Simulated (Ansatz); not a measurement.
# Work function and dipole per adsorbate against coverage for Br, N and F on Zr(0001), PBE four-layer slabs

Bromine and fluorine each need one electron to close their shell and nitrogen needs three, so all three should draw electrons from zirconium, an electropositive metal. The simplest picture then puts negative charge outside the surface and raises the work function. Whether it does so matters for electron emitters and metal contacts, where a fraction of an electronvolt changes the current strongly. The work function of the covered face is calculated here with PBE for adsorbates started in the fcc site, at coverages up to one per surface atom. The change ΔΦ is taken against the clean face at 4.17 eV, and a positive dipole has its positive end outwards.

## Calculations

Ansatz 0.2.0, plane-wave Kohn-Sham DFT with its default PAW datasets at a cutoff of 420 eV, PBE. Slabs of 4 layers at the tabulated measured lattice constant with the lower two layers held; adsorbates on the upper face in cells of 1 to 9 surface atoms, started on the site named and relaxed with the upper layers until forces are under 0.02 eV/Å. k-spacing 0.19 Å⁻¹ (2π included), Fermi-Dirac smearing of 0.1 eV, 18 Å of vacuum, dipole correction. Spin-paired, no spin-orbit coupling.

Notes on method and selection:

- One starting site was run; real layers may sit elsewhere, sink into the surface or rebuild it.
- Changes under about 0.15 eV are within the error of slabs this thin.
- Runs in which an atom moved over 1.3 Å, mostly full layers of large atoms, are not listed; the work function can turn there.
- Neighbouring dipoles tend to depolarise each other as the coverage rises, unless heights or bonding change.
- Runs in which the search for lower states was switched off are not listed.
- Work functions and vacuum levels are read from the electrostatic potential (Hartree and local ionic parts), which a warning of a rough exchange-correlation potential in thin density does not concern.
- Error sizes named in these notes are rules of thumb and were not measured on these runs.
- The default PAW datasets of this version of Ansatz are the set soft_2.
- Runs that did not converge, have known faults or may not be shown are not listed, and runs on Ansatz's PAW sets soft_1 and soft_2 are kept to separate tables.

Columns:

- density (nm⁻²): adsorbates per area.
- height (Å): height of the adsorbed atom (the lowest atom of a molecule) over the highest substrate atom.
- coverage (ML): adsorbates per surface atom.
- ΔΦ (eV): work function of the covered face less that of the clean face.
- dipole (D): dipole per adsorbate from ΔΦ by the Helmholtz relation, positive end outwards.
- Φ covered (eV): work function of the covered face.

## The series

| member | system | density (nm⁻²) | height (Å) | coverage (ML) | ΔΦ (eV) | dipole (D) | Φ covered (eV) |
| --- | --- | --- | --- | --- | --- | --- | --- |
| clean | Br on Zr(0001), fcc | 0.00 | – | 0.000 | 0.000 | – | 4.17 |
| 0.1111 ML | Br on Zr(0001), fcc | 1.23 | 2.02 | 0.111 | −0.070 | 0.151 | 4.10 |
| 0.25 ML | Br on Zr(0001), fcc | 2.77 | 2.05 | 0.250 | ? | ? | ? |
| 0.5 ML | Br on Zr(0001), fcc | 5.53 | 2.02 | 0.500 | −0.187 | 0.090 | 3.98 |
| 1 ML | Br on Zr(0001), fcc | 11.07 | 1.99 | 1.000 | −0.348 | 0.084 | 3.82 |
| clean | N on Zr(0001), fcc | 0.00 | – | 0.000 | 0.000 | – | 4.17 |
| 0.1111 ML | N on Zr(0001), fcc | 1.23 | 0.88 | 0.111 | 0.021 | −0.046 | 4.19 |
| 0.25 ML | N on Zr(0001), fcc | 2.77 | 0.88 | 0.250 | ? | ? | ? |
| 0.5 ML | N on Zr(0001), fcc | 5.53 | 0.72 | 0.500 | 0.413 | −0.198 | 4.58 |
| 1 ML | N on Zr(0001), fcc | 11.07 | 0.74 | 1.000 | 1.109 | −0.266 | 5.27 |
| clean | F on Zr(0001), fcc | 0.00 | – | 0.000 | 0.000 | – | 4.17 |
| 0.1111 ML | F on Zr(0001), fcc | 1.23 | 1.22 | 0.111 | −0.123 | 0.265 | 4.04 |
| 0.25 ML | F on Zr(0001), fcc | 2.77 | 1.23 | 0.250 | ? | ? | ? |
| 0.5 ML | F on Zr(0001), fcc | 5.53 | 1.24 | 0.500 | −0.364 | 0.174 | 3.80 |
| 1 ML | F on Zr(0001), fcc | 11.07 | 1.33 | 1.000 | −0.083 | 0.020 | 4.08 |

Cells marked ? are withheld until the estimate has been made.

## The trend and its physics

Only nitrogen follows the simple picture. Its ΔΦ rises to 0.413 eV at half coverage and 1.109 eV in the full layer. Bromine lowers the work function at every coverage with a value shown, reaching −0.348 eV. Fluorine lowers it by 0.364 eV at half coverage but by only 0.083 eV in the full layer.

A lowering by an electronegative atom is possible because the dipole contains more than the charge transferred. The adsorbate also pushes back the electrons that spill out of the metal and is itself polarised, and both effects can outweigh a negative ion that sits close to the surface.

The dipole μ follows from ΔΦ = −0.377 n μ, with n in nm⁻², μ in D and the constant given by the full nitrogen layer, 1.109 / (11.07 × 0.266) = 0.377. At the lowest coverage an error of 0.15 eV, typical of slabs this thin, corresponds to 0.15 / (0.377 × 1.23) = 0.32 D. This exceeds the dipoles of all three adsorbates at that coverage, so the apparent weakening of the bromine dipole from 0.151 to 0.090 D is not firm.

The fall of the fluorine dipole from 0.174 to 0.020 D between half and full coverage is better supported, since ΔΦ changes by 0.281 eV. Fluorine also rises by 0.09 Å, which moves negative charge outwards and has the right sign. At 4.8 D per electron and ångström, an effective charge of 0.154 / (0.09 × 4.8) = 0.36 electrons would suffice; mutual depolarisation of neighbouring dipoles may contribute as well.

Nitrogen sits lower at half and full coverage than in the dilute layer, yet its dipole grows, so height at fixed charge has the wrong sign and a change in bonding is more likely. Under the full nitrogen layer the work function of the bare lower face rises too, a sign that four layers do not isolate the two faces. Nitrogen also dissolves readily in zirconium, and sites below the surface may be preferred to the one calculated.

## Prediction

Plain estimates from the members shown:

- 0.25 ML (Br on Zr(0001), fcc), straight-line interpolation between 0.1111 ML and 0.5 ML: w = (2.77 − 1.23) / (5.53 − 1.23) = 0.358, so −0.070 + 0.358 × (−0.187 − (−0.070)) = −0.112 eV

For bromine at 0.25 ML the straight line in ΔΦ gives −0.112 eV. The slope, however, weakens from −0.070 / 1.23 = −0.057 eV nm² between the clean face and 0.1111 ML to −0.117 / 4.30 = −0.027 eV nm² between 0.1111 and 0.5 ML. A smooth curve with this bend lies below the straight line. Interpolating the dipole instead includes the bend and makes ΔΦ vanish on the clean face:

μ = 0.151 − 0.358 × (0.151 − 0.090) = 0.129 D

ΔΦ = −0.377 × 2.77 × 0.129 = −0.135 eV

The same route, used to obtain the half-coverage dipoles from the 0.1111 and 1 ML rows, misses by roughly 0.032 D for bromine, 0.056 D for nitrogen and 0.016 D for fluorine. In that test the straight line in ΔΦ does better for bromine and nitrogen but misses fluorine by 0.258 eV, so the preference for the dipole route rests mainly on the bend. The root-mean-square miss of 0.038 D corresponds to 0.377 × 2.77 × 0.038 = 0.040 eV at the density required, which is taken as the error.

Bromine stands 0.03 Å higher at 0.25 ML than in the two neighbouring rows, which would make ΔΦ less negative. No shift is applied, because the height is measured from the highest substrate atom and may reflect buckling of the zirconium layer.

**Committed estimate, 0.25 ML (Br on Zr(0001), fcc): ΔΦ = −0.13 ± 0.04 eV.**

## Check

| member | system | density (nm⁻²) | height (Å) | coverage (ML) | ΔΦ (eV) | dipole (D) | Φ covered (eV) |
| --- | --- | --- | --- | --- | --- | --- | --- |
| 0.25 ML | Br on Zr(0001), fcc | 2.77 | 2.05 | 0.250 | −0.147 | 0.141 | 4.02 |
| 0.25 ML | N on Zr(0001), fcc | 2.77 | 0.88 | 0.250 | 0.153 | −0.147 | 4.32 |
| 0.25 ML | F on Zr(0001), fcc | 2.77 | 1.23 | 0.250 | −0.275 | 0.263 | 3.89 |

| member | estimate | ΔΦ (eV) | computed | estimate − computed | miss in error bars |
| --- | --- | --- | --- | --- | --- |
| 0.25 ML (Br on Zr(0001), fcc) | committed | −0.130 | −0.147 | +0.017 | 0.4 |
| 0.25 ML (Br on Zr(0001), fcc) | interpolation | −0.112 | −0.147 | +0.035 |  |

The computed ΔΦ of −0.147 eV lies within the error bar of the estimate, −0.13 ± 0.04 eV: the miss is 0.017 eV, against 0.035 eV for the straight line. The bend argument held, since the result falls below the straight line. The dipole, however, is 0.141 D where 0.129 D had been interpolated, so it falls less before quarter coverage than assumed. The greater height of bromine in this row did not make ΔΦ less negative than estimated, and a shift for it would have worsened the estimate.

The same dipole route would have missed fluorine by about 0.03 eV and nitrogen by about 0.05 eV. The straight line misses them by 0.066 and 0.008 eV, so the better route depends on the adsorbate.

The drop of the bromine dipole from 0.141 D at quarter coverage to 0.090 D at half coverage has the sign of mutual depolarisation and is worth 0.377 × 5.53 × 0.051 = 0.11 eV. Across the bromine cells the work function of the bare lower face changes by far less than this, so the drop is resolved within these four-layer slabs. The 0.15 eV used before the estimate to call the weakening not firm is a rule of thumb for thin slabs, not a measured scatter between rows, and that verdict was too strict. How large the drop would be on thicker slabs is not tested, and depolarisation is not separated from other causes.

The factor 0.377 in these sums is one debye divided by the vacuum permittivity and is the same for every adsorbate. Taking it from the full nitrogen layer, as was done before the estimate, was circular, because the dipole in that row had been obtained with the same factor.

## Members off the line

The full fluorine layer stands out most. With the quarter-coverage dipole of 0.263 D it would have ΔΦ = −0.377 × 11.07 × 0.263 = −1.10 eV, whereas −0.083 eV is computed. Symmetry keeps fluorine centred over its site in both layers, so a sideways shift is excluded. Depolarisation has the right sign, and so has the rise in height from 1.23 to 1.33 Å, which carries negative charge outwards. Height alone would need an effective charge of 0.243 / (0.10 × 4.8) = 0.51 electrons, which is possible for fluoride; how the two causes share the change remains open.

The full nitrogen layer has the largest ΔΦ, 1.109 eV, and ends a steady growth of the dipole per atom, from −0.046 through −0.147 and −0.198 to −0.266 D. The last of these, applied to the three lower coverages, gives 0.377 × 1.23 × 0.266 = 0.123 eV, 0.377 × 2.77 × 0.266 = 0.278 eV and 0.377 × 5.53 × 0.266 = 0.555 eV, which exceed the computed values by 0.10 to 0.14 eV. The work function of the bare lower face varies by less than these gaps over all the cells, and the dipole moments of the whole slabs, taken per nitrogen atom, grow in the same order. Within four-layer slabs the growth is therefore resolved.

Its cause is open. Mutual depolarisation would shrink the dipole, and between the lowest and quarter coverage the dipole grows at an unchanged height of 0.88 Å. A change in bonding remains possible, but nothing in the tables tests it. The bare lower face rises under the full nitrogen layer and, more weakly, under the half layer, so slab thickness affects both rows and the growth may have a different size on thicker slabs.

## Conclusions

In these four-layer slabs nitrogen in the fcc site raises the work function clearly at half and full coverage, and its dipole per atom grows with coverage. Fluorine lowers the work function clearly at quarter and half coverage, and bromine does so at half and full coverage. The error from slab thickness was not measured. If it reaches the 0.15 eV of the rule of thumb, smaller changes such as the −0.083 eV of the full fluorine layer could change sign on thicker slabs, and the −0.187 eV of bromine at half coverage would keep its sign only narrowly.

At quarter coverage, interpolation between the neighbouring rows comes within 0.07 eV for all three adsorbates by either route. Across a wider gap it can fail: the straight line from 0.1111 to 1 ML missed half-coverage fluorine by 0.258 eV.

Between the full nitrogen layer and the half fluorine layer the calculated contact potential difference is 5.27 − 3.80 = 1.47 V, the quantity a Kelvin probe measures.

The main risk to this figure is structural: nitrogen below the top zirconium layer would place negative charge inside the metal and could cancel much of the 1.1 eV rise, or even reverse it.
